# Two band edges recovered from $N_c(T)$

## Counting carriers

I measure the electron energy $E$ from the lowest conduction-band edge and treat the bands as rigid and spin-degenerate. Let $V_k(E)$ be the $k$-space volume of all conduction states below $E$, summed over bands and valleys. Each spin direction has $1/(2\pi)^3$ states per unit $k$-volume and unit crystal volume, so

$$N(E)=\frac{2V_k(E)}{(2\pi)^3},\qquad g(E)=\frac{dN}{dE}.$$

With the Fermi function $f$, integrate $n=\int_0^\infty g f\,dE$ by parts. The boundary term $Nf$ vanishes, because $N(0)=0$ and $f$ decays exponentially:

$$n=\int_0^\infty N(E)\left(-\frac{\partial f}{\partial E}\right)dE .$$

No band shape has entered. For $E_F$ far below the edge, $f\to e^{(E_F-E)/k_BT}$ and $n=N_c\,e^{E_F/k_BT}$ with

$$N_c(T)=\int_0^\infty g\,e^{-E/k_BT}dE=\frac{1}{k_BT}\int_0^\infty N\,e^{-E/k_BT}dE ,$$

the Laplace transform of $g$ in $1/k_BT$. It defines the density-of-states mass, valley count included, through $N_c=N_0\,(m_d/m_0)^{3/2}$, where $m_0$ is the free-electron mass and

$$N_0=2\left(\frac{m_0k_BT}{2\pi\hbar^2}\right)^{3/2}=2.5094\times10^{25}\ \mathrm{m^{-3}}\left(\frac{T}{300\ \mathrm K}\right)^{3/2}.$$

Differentiating under the integral at fixed $g$ brings down $E/k_BT^2$, so the mean energy is $\langle E\rangle=k_BT\,d\ln N_c/d\ln T$.

A parabolic valley with principal masses $m_1,m_2,m_3$ encloses an ellipsoid with semi-axes $\sqrt{2m_iE}/\hbar$. For edges at $0$ and $\Delta$,

$$N(E)=\frac{1}{3\pi^2}\left(\frac{2m_0}{\hbar^2}\right)^{3/2}\left[A\,E^{3/2}+B\,(E-\Delta)^{3/2}\,\theta(E-\Delta)\right],$$

where $\theta$ is the unit step and $A$ and $B$ each equal $M\sqrt{m_1m_2m_3}/m_0^{3/2}$ for a group of $M$ equivalent valleys. The transform uses $\Gamma(5/2)=3\sqrt\pi/4$ and gives

$$y(T)\equiv\frac{N_c}{N_0}=\left(\frac{m_d}{m_0}\right)^{3/2}=A+B\,e^{-\Delta/k_BT}.$$

## The data and the inversion

The $N_c$ column was made for the exercise from this two-edge model and rounded to three figures, as a zone sum over a rigid band structure might be reported. The inputs were chosen to resemble the conduction band of a weakly strained (001) silicon layer. We want $A$, $B$ and $\Delta$.

| $j$ | $T$ (K) | $N_c$ ($10^{24}\,\mathrm{m^{-3}}$) | $y_j$ | $m_d/m_0$ |
|---|---|---|---|---|
| 1 | 600 | 43.6 | 0.6143 | 0.723 |
| 2 | 300 | 11.3 | 0.4503 | 0.587 |
| 3 | 200 | 5.38 | 0.3939 | 0.537 |
| 4 | 150 | 3.32 | 0.3742 | 0.519 |

A single rigid parabolic edge would keep $m_d$ constant, so it is excluded. The temperatures are $T_j=T_1/j$, hence $y_j=A+Bx^j$ with $x=e^{-\Delta/k_BT_1}$ and $k_BT_1=51.70$ meV. Differences remove $A$: $D_1=y_1-y_2=Bx(1-x)$ and $D_2=y_2-y_3=Bx^2(1-x)$. Therefore

$$x=\frac{D_2}{D_1},\qquad \Delta=-k_BT_1\ln x,\qquad B=\frac{D_1}{x(1-x)},\qquad A=y_1-\frac{D_1}{1-x}.$$

Carrying unrounded values from here on, $D_1=0.1640$, $D_2=0.0564$, $x=0.344$, and

$$\Delta=55\ \mathrm{meV},\qquad A=0.364,\qquad B=0.73,\qquad B/A=2.0 .$$

The offset is $2.1\,k_BT$ at 300 K, and the group masses are $A^{2/3}m_0=0.51\,m_0$ and $B^{2/3}m_0=0.81\,m_0$. The unused row is predicted as $N_0(A+Bx^4)=3.32\times10^{24}\ \mathrm{m^{-3}}$, the tabulated entry. That test is mild, since the upper edge supplies only 2.7 % of $N_c$ at 150 K.

**Question.** *Is the solution unique?*

Within the model, yes. Each step above is single-valued. A physical solution needs $0<D_2<D_1$, which gives $0<x<1$ and $B>0$, and $y_1y_3>y_2^2$, because $A=(y_1y_3-y_2^2)/(D_1-D_2)$. Both hold. Two ambiguities remain that the functional form itself contains. First, only $M\sqrt{m_1m_2m_3}$ enters, so valley count and anisotropy need outside knowledge. If the six valleys along the cubic axes keep a common shape and split into groups of two and four, $B/A$ is either 2 or 1/2. The data select 2: the pair lies lower, with $(A/2)^{2/3}m_0=0.32\,m_0$ per valley. Second, an offset drifting as $\Delta_0+sT$ gives $Be^{-s/k_B}e^{-\Delta_0/k_BT}$, the same function with a rescaled $B$. An illustrative $s=0.01$ meV/K rescales it by 0.89. Outside the model, exact $N_c$ at all temperatures would fix a rigid $g$, but three rounded numbers cannot exclude a third edge.

**Question.** *How do errors in the data carry through?*

Let $\epsilon_j=\delta y_j/y_j=\delta N_{c,j}/N_{c,j}$. From $\ln x=\ln D_2-\ln D_1$,

$$\delta\Delta=k_BT_1\left[\frac{y_1}{D_1}\epsilon_1-y_2\left(\frac1{D_1}+\frac1{D_2}\right)\epsilon_2+\frac{y_3}{D_2}\epsilon_3\right],$$

$$\delta A=\frac{x^2\,\delta y_1-2x\,\delta y_2+\delta y_3}{(1-x)^2},\qquad \frac{\delta B}{B}=\frac{\delta D_1}{D_1}+\frac{1-2x}{1-x}\,\frac{\delta\Delta}{k_BT_1}.$$

The table gives the linear response to $+1\,\%$ in one datum, the root sum of squares for independent 1 % errors, and the linear worst case for rounding alone, half a unit in each last digit.

| | 600 K | 300 K | 200 K | independent 1 % | rounding bound |
|---|---|---|---|---|---|
| $\delta\Delta$ (meV) | +1.9 | −5.5 | +3.6 | 6.9 | 3.0 |
| $\delta A/A$ (%) | +0.46 | −1.98 | +2.51 | 3.2 | 1.2 |
| $\delta B/B$ (%) | +5.5 | −7.8 | +3.3 | 10 | 4.4 |

The exact coefficients for $\Delta$ sum to zero and those for $A$ and $B$ to one: a common calibration factor scales the amplitudes and leaves the offset alone. Scatter between temperatures is amplified, because $x$ is a ratio of small differences. Relative errors of the masses are two thirds of those of the amplitudes. Independent 1 % errors leave $B/A$ uncertain by 7.8 %, ample to tell 2 from 1/2. From the rounded table alone, $\Delta=55\pm3$ meV.

**Question.** *What does the slope of $\ln N_c$ mean here?*

Differentiate $N_c\propto T^{3/2}y$:

$$\langle E\rangle=\tfrac32k_BT+p\,\Delta,\qquad p=\frac{B\,e^{-\Delta/k_BT}}{y},$$

with $p$ the fraction of electrons in the upper group. At 300 K, $p=0.191$ and $\langle E\rangle=38.8+10.5=49.3$ meV, so the logarithmic slope is 1.91 instead of $3/2$. If the bands move with temperature, the slope gains a term from $\partial g/\partial T$ and no longer equals $\langle E\rangle/k_BT$.

**Question.** *When does the Boltzmann limit fail, and what then?*

With $\eta=E_F/k_BT$, expanding $f$ one order further multiplies the lower-edge density by $1-e^{\eta}/2^{3/2}$. Holding this below 1 % needs $\eta<-3.6$. Anyone deducing $N_c$ from a density and a Fermi level must respect that, given the amplification just shown. Beyond it we return to the volume formula, which for our $N(E)$ yields

$$n=N_0\left[A\,\mathcal F_{1/2}(\eta)+B\,\mathcal F_{1/2}(\eta-\Delta/k_BT)\right],\qquad \mathcal F_{1/2}(\eta)=\frac{2}{\sqrt\pi}\int_0^\infty\frac{u^{1/2}du}{1+e^{u-\eta}} .$$

For $\eta=0$ at 300 K the two integrals are 0.765 and 0.114, and the model gives $n=9.1\times10^{24}\ \mathrm{m^{-3}}$, 20 % below the Boltzmann value $N_c$.

**Question.** *Real valleys are not parabolic at 600 K. Does that spoil it?*

It matters most for $B$. Replace the kinetic energy $\varepsilon$ above each edge by $\varepsilon(1+\alpha\varepsilon)$. The enclosed volume then scales as $\varepsilon^{3/2}(1+\tfrac32\alpha\varepsilon)$ to first order, and the transform multiplies $N_c$ by $1+\tfrac32\alpha k_BT\,\Gamma(7/2)/\Gamma(5/2)=1+\tfrac{15}{4}\alpha k_BT$. Taking $\alpha\approx0.5\ \mathrm{eV^{-1}}$, typical for silicon electrons, as input, the increases are 9.7, 4.8 and 3.2 % at 600, 300 and 200 K, far above the rounding. Multiply the first three rows by these factors and invert with the parabolic formulas: $\Delta=58$ meV, $A=0.375$, $B=0.92$, $B/A=2.5$. The offset moves by about its rounding bound, while $B$ rises by more than a quarter, because the extra growth at high temperature is read as weight in the upper group. For real silicon the factor should be divided out before inverting, or $\alpha$ fitted with further temperatures.

The values $\Delta=55$ meV, $A=0.364$ and $B=0.73$ belong to the rigid parabolic model behind the table. Their resemblance to a strained silicon layer was put in by the choice of inputs and tests nothing about the material.